Printing limit of a sub-resolution assist feature (scatter bar)

A scatter bar is a narrow opaque line placed beside an isolated gate on a clear-field mask. It has to change the diffraction spectrum of the gate without leaving resist of its own. This page derives the image of such a bar, the largest width at which it stays unprinted, and what a pair of bars does to the spectrum.

1. Premises and conventions

P1. Thin mask (Kirchhoff): the field behind the mask is the incident field times a transmittance t(x), 1 in the clear and 0 in the absorber. All features are long lines along y.
P2. Scalar monochromatic light of wavelength λ. Lengths are at wafer scale; on the reticle they are M times larger.
P3. The lens passes spatial frequencies up to fc = NA/λ with unit modulus and blocks the rest. Focus is perfect and aberrations are absent except in section 4.
P4. Intensity I = |E|² is normalised to 1 in a large clear area.
P5. Positive resist with a constant threshold: it clears where Q·I(x) > Q0, with Q the dose and Q0 the dose to clear. With I_th = Q0/Q, resist stays wherever I(x) < I_th. A bar is unprinted if I > I_th everywhere around it.

Conventions: T(f) = ∫ t(x) exp(−2πi f x) dx, sinc(z) = sin(πz)/(πz), and Si(u) = ∫ from 0 to u of (sin τ/τ) dτ, which is odd in u.

2. Coherent image of one bar

A bar of width w at the origin has t = 1 − rect(x/w). The constant gives δ(f); the rectangle gives the integral of exp(−2πi f x) from −w/2 to w/2, which is sin(πwf)/(πf). Hence

(1) T(f) = δ(f) − w sinc(wf).

Under an on-axis plane wave the image amplitude is the inverse transform cut at ±fc. The sinc is even, so only the cosine survives:

(2) E(x) = 1 − D_w(x), D_w(x) = 2 ∫ from 0 to fc of [sin(πwf)/(πf)] cos(2πfx) df.

D_w is the dip that the bar digs into the clear field. The identity 2 sin A cos B = sin(B + A) − sin(B − A), with A = πwf and B = 2πfx, splits the integrand into two terms of the form sin(af)/(πf), each of which integrates to Si(a fc)/π. With k = 2πfc,

(3) D_w(x) = (1/π) [Si(k(x + w/2)) − Si(k(x − w/2))].

At x = 0 the two terms add because Si is odd. With u = kw/2 = π NA w/λ,

(4) I(0) = [1 − (2/π) Si(π NA w/λ)]².

The centre is the darkest point. For w fc ≤ 1 the factor sin(πwf) in (2) is non-negative over the whole band, and |cos| ≤ 1, so |D_w(x)| ≤ D_w(0). While D_w(0) < 1 this gives E(x) ≥ E(0) > 0 and I(x) ≥ I(0) for all x. D_w(0) reaches 1 at Si(u) = π/2, u = 1.926. Below that value Si rises with u, since its derivative sin u/u is positive, so I(0) falls steadily from 1 to 0 as the bar widens.

3. The printing limit

On that branch E(0) is positive, so I(0) > I_th is the same as E(0) > √I_th. Define the dip budget B = 1 − √I_th. The bar is unprinted for w < w_max, where

(5) Si(π NA w_max/λ) = (π/2) B.

Integrating the series of sin τ/τ term by term gives Si(u) = u − u³/18 + u⁵/600 − ... The first term yields D_w(0) ≈ (2/π)u = 2 NA w/λ. This is the width w times the length 2fc of the passband: a narrow bar has a flat spectrum of height w, and all components that pass add in phase at its centre. Then

(6) I(0) ≈ (1 − 2 NA w/λ)², w_lin = (λ/2NA)(1 − √I_th).

Because sin τ/τ < 1, Si(u) < u. The linear form overstates the dip, so w_lin < w_max and (6) is on the safe side within the premises. To find by how much, put s = πB/2 and try u = s + a s³ in u − u³/18 = s. The cubic terms cancel for a = 1/18, so

(7) w_max ≈ w_lin (1 + π²B²/72).

Two corollaries follow. A lower dose raises I_th and shrinks B, so an opaque bar prints on the underdose side of the process window. If the absorber has a real amplitude transmittance t0 instead of 0, the rectangle in t carries the factor (1 − t0), so does D_w, and w_lin is divided by (1 − t0).

4. Extended source, defocus and aberrations

In Abbe's method the source is a set of mutually incoherent points whose image intensities are averaged. A point at (sx, sy), in units of NA and inside the unit circle, lights the mask with exp[2πi fc(sx x + sy y)]. The mask component f then crosses the pupil at (f + sx fc, sy fc) and passes if (f + sx fc)² + sy² fc² ≤ fc². With γ = √(1 − sy²) the band runs from −(γ + sx)fc to (γ − sx)fc. It is shifted by sx and shortened to 2γ fc, and it contains f = 0. In focus the centre amplitude, apart from the unit carrier, is 1 minus the integral of sin(πwf)/(πf) over the band:

(8) E(0) = 1 − (1/π) [Si(u(γ − sx)) + Si(u(γ + sx))] ≈ 1 − 2γ NA w/λ.

To first order in w a tilt across the bar changes nothing, and a tilt along it reduces the NA to γ NA.

Defocus and aberrations multiply each passed component by a factor P(f) of unit modulus. The amplitude is then P(0) minus the integral of w sinc(wf) P(f) exp(2πifx) over the band, and the triangle inequality gives |E(x)| ≥ 1 − ∫ |w sinc(wf)| df over the band. Take w ≤ λ/2NA. The band lies within |f| ≤ 2fc, where wf ≤ 1, so the sinc is non-negative and decreases with |f|. The integral of such a function over an interval of length at most 2fc is largest for the centred interval of full length, where it equals D_w(0), and D_w(0) < 1 because u ≤ π/2 < 1.926. Every source point therefore gives an intensity of at least (4), and so does their average:

(9) I(x) ≥ [1 − (2/π) Si(π NA w/λ)]² for any source shape, focus and phase aberration.

For an isolated bar at a fixed I_th, the coherent in-focus case is the worst case. The words "fixed I_th" matter. In practice the dose is set so that the gate prints on size, and the resulting I_th depends on the source. For an unbiased gate of width W it equals the intensity at x = W/2. There W sinc(Wf) exp(iπWf) = [sin(2πWf) + i(1 − cos(2πWf))]/(2πf), so for one source point

(10) I_edge = (1 − ∫ sin(2πWf)/(2πf) df)² + (∫ [1 − cos(2πWf)]/(2πf) df)²,

both integrals over the band. On axis the second integrand is odd on a symmetric band and drops out, leaving I_edge = [1 − Si(kW)/π]², as (3) also gives.

5. Two bars at ±d: the spectrum

Shifting a feature to x0 multiplies its transform by exp(−2πi f x0). For bars at +d and −d the two factors sum to 2 cos(2πfd). With a gate of width W at the origin and no overlap,

(11) T(f) = δ(f) − W sinc(Wf) − 2w sinc(wf) cos(2πfd).

The added term is negative for opaque bars, of the same sign as the gate term wherever the cosine and both sinc factors are positive. For wf ≪ 1 it reduces to −2w cos(2πfd). It reinforces the gate at f = 0, ±1/d, ±2/d, ... and opposes it at ±1/(2d), ±3/(2d), ... For w = W the feature terms combine to −W sinc(Wf)[1 + 2 cos(2πfd)], the three central terms of the sum over n of exp(−2πi f n d), which for all n is the comb of diffraction orders of a grating of pitch d. The bars thus move weight towards the orders of a dense pattern of pitch d. The peak at 1/d is broad: the cosine vanishes at a distance 1/(4d) on either side.

The sinc pulls the peak slightly inward. Setting the logarithmic derivative of sinc(wf) cos(2πfd) to zero, with ln sinc(z) ≈ −π²z²/6 and tan(2πfd) ≈ 2πd(f − 1/d), gives −π²w²/(3d) = 4π²d²(f − 1/d), or

(12) f_peak ≈ (1/d)(1 − w²/(12d²)).

The peak is useful only if it passes the lens. On axis that needs d ≥ λ/NA; for a source point (sx, sy) with sx > 0 the peak at −1/d passes if d ≥ λ/[(γ + sx)NA]. The component f = −2 sx fc crosses the pupil at the mirror image of the zero order, at the same radius. The two waves have equal axial wavenumbers and their interference does not change with focus. Placing the peak there gives

(13) d = λ/(2 sx NA).

This is the mechanism by which bars are meant to extend the depth of focus of an isolated gate under off-axis light. The gain itself is not computed here.

6. Neighbours eat into the budget

Coherent amplitudes add, so near the bar at +d, on axis and in focus,

(14) E(x) = 1 − D_w(x − d) − D_W(x) − D_w(x + d).

The side lobes of D_W oscillate with a period close to λ/NA and fall off as 1/x. Differentiating (3), with y = kx and b = kW/2, the extrema satisfy sin(y + b)/(y + b) = sin(y − b)/(y − b). Cross-multiplying and expanding gives y cos y sin b = b sin y cos b, that is tan y/y = tan b/b. The root just below 5π/2 is the first positive side lobe, the one that darkens a bar most. Because the side lobes have a slope at x = d, the minimum of (14) is displaced from the bar centre and must be searched for. The bound (9) holds for an isolated bar only.

7. Numerical illustration: 130 nm gate, λ = 248 nm, NA = 0.68

Assumed inputs, all illustrative: I_th = 0.30, an underdose of 10 %, a design with w = 70 nm and d = 365 nm (edge-to-edge gap 265 nm), and, for off-axis light, four point poles at (±0.5, ±0.5).

Scales: fc = 2.742 µm⁻¹, λ/NA = 364.7 nm, λ/2NA = 182.4 nm, k1 = W NA/λ = 0.356.

Isolated bar, coherent. √I_th = 0.548 and B = 0.452. Equation (6) gives w_lin = 82.5 nm and (7) gives 84.8 nm. Equation (5) reads Si(u) = 0.710, with root u = 0.732, so w_max = 85.0 nm. At 10 % underdose I_th = 0.333 and (5) gives 79.1 nm. The amplitude would vanish at u = 1.926, w = 224 nm, far above these widths. The 70 nm bar has D_w(0) = 0.376 and I(0) = 0.389 (0.380 from the linear form), so it would print at an underdose of 23 %. The slope dI(0)/dw = −4 fc E(0) sinc(w fc), from differentiating (4), is −0.0064 per nm.

Four poles. γ = 0.866, and the band runs from −1.366 fc to 0.366 fc or its mirror image; all four poles give the same centre and edge intensities. At I_th = 0.30, (8) gives a limit of 101 nm, 19 % above the coherent value, in line with (9). Anchoring the threshold to the unbiased isolated gate through (10) changes the order:

Source | I_th = I_edge | bar limit
on-axis point | 0.210 | 103 nm
four poles | 0.388 | 83 nm

The assumed 0.30 lies between the two anchored thresholds. Equation (5) is safe only when it is fed the threshold of the illumination actually used. The bars themselves also shift I_edge, which the table leaves out.

Spectrum. Equation (13) with sx = 0.5 gives d = 364.7 nm, which motivates the 365 nm placement; the poles pass the peak for any d above 267 nm, while on axis it sits just inside the pupil edge. The feature terms of (11), with the common minus sign removed, are:

f | W sinc(Wf) | 2w sinc(wf) cos(2πfd) | sum
1/(2d) | 123.3 nm | −137.9 nm | −14.6 nm
1/d | 104.5 nm | 131.7 nm | 236.2 nm

The bars nearly cancel the content at 1/(2d) and more than double it at 1/d. The inward shift (12) is 0.3 %.

Neighbours, coherent. For W = 130 nm, b = 1.120. The first positive side lobe lies at y = 7.784, x = 452 nm, with D_W = 0.0735, which is 16 % of B. For the design, (14) gives I = 0.397 at the bar centre, slightly brighter than for the isolated bar. The minimum, however, lies at x = 405 nm, where the three dips are 0.348, 0.048 and 0.017 and I = 0.344. The underdose margin falls from 23 % to 13 %. A check at the bar centre alone would have missed this loss. Passing at the assumed 10 % needs I ≥ 0.333, a total dip of at most 0.423, so under P3 the bar passes with a slack of only 0.009, or 2 % of the dip. The pupil weighting of section 8 is larger than this slack.

The model's result under P1 to P5 is therefore a limit of about 85 nm for an isolated bar at I_th = 0.30. The pass of the 70 nm bar beside the gate holds only under P3: with the pupil weighting of section 8 the bar prints at 10 % underdose in the scalar aerial image, and with the other corrections of that section left unquantified for this layout the verdict is open. As typical knowledge and not as a measurement, bars in this kind of process are drawn at about half the gate width, roughly 60 to 70 nm, so the bare limit lies above practice by about a fifth to two fifths. A design must leave room for dose, neighbours and mask width tolerance, which the bare limit ignores.

8. Range of validity

Width. Equations (4) and (5) describe the darkest point for u < 1.926; (9) was shown for w ≤ λ/2NA. The relative gap between (6) and (5) is about π²B²/72, here 2.5 nm in width.

Pupil modulus (P3). A plane-wave component carries power through a plane in proportion to |A|² cos θ. With the sine condition, sin θ = λf at the wafer and λf/M at the mask, and conservation of power weights the amplitude in air by ρ = [(1 − (λf/M)²)/(1 − (λf)²)]^(1/4), normalised to 1 on axis. For the typical reduction M = 4, ρ is 1.16 at the pupil edge and 1.045 averaged over the band. The linear dip grows by that mean and w_lin drops from 82.5 to 78.9 nm. This drop of 4 % exceeds the 2.5 nm between (5) and (6), so the limits above are uncertain in the second digit, and (9) holds only to a few per cent in the dip. The design of section 7 is hit harder, because its spectrum peaks at 1/d, at the pupil edge where ρ is largest. Weighting the feature terms of (11) by ρ in the inverse transform raises the total dip at x = 405 nm to 0.442, above the allowed 0.423. Then I = 0.31, the underdose margin is below 4 %, and the 70 nm bar prints at the assumed 10 % underdose.

Polarisation (P2). For the electric field along the bar and on-axis light, all components are parallel and the scalar sum is right. For the field across the bar, the x component is weighted by cos θ and the z components cancel at the centre, so the dip is smaller. In a resist of typical index 1.7 the weight at the pupil edge is 0.92.

Mask (P1). At M = 4 the 70 nm bar is 280 nm wide on the reticle, 1.13 wavelengths. Edge diffraction at an absorber of finite thickness then acts as a polarisation-dependent change of effective width, whose size needs a rigorous field solution; each nanometre at wafer scale costs the 0.0064 in intensity found above. For an attenuated phase-shift absorber of typical 6 % transmittance, t0 = −0.245 and w_lin falls to 66 nm.

Resist (P5). Acid diffusion averages the image over a short range and can only raise the lowest value, which is on the safe side at a fixed I_th. Absorption and standing waves make the intensity depend on depth, and a thin residue counts as printing, so the threshold calibrated on the gate edge need not be the one that governs clearing under the bar.

Layout. Line ends, crossing bars, second rows of bars and the neighbour terms under an extended source lie outside the closed forms. Where D_W at the bar is not small against B, as in section 7, (5) is a starting value and the full layout has to be imaged through focus at the low end of the dose window.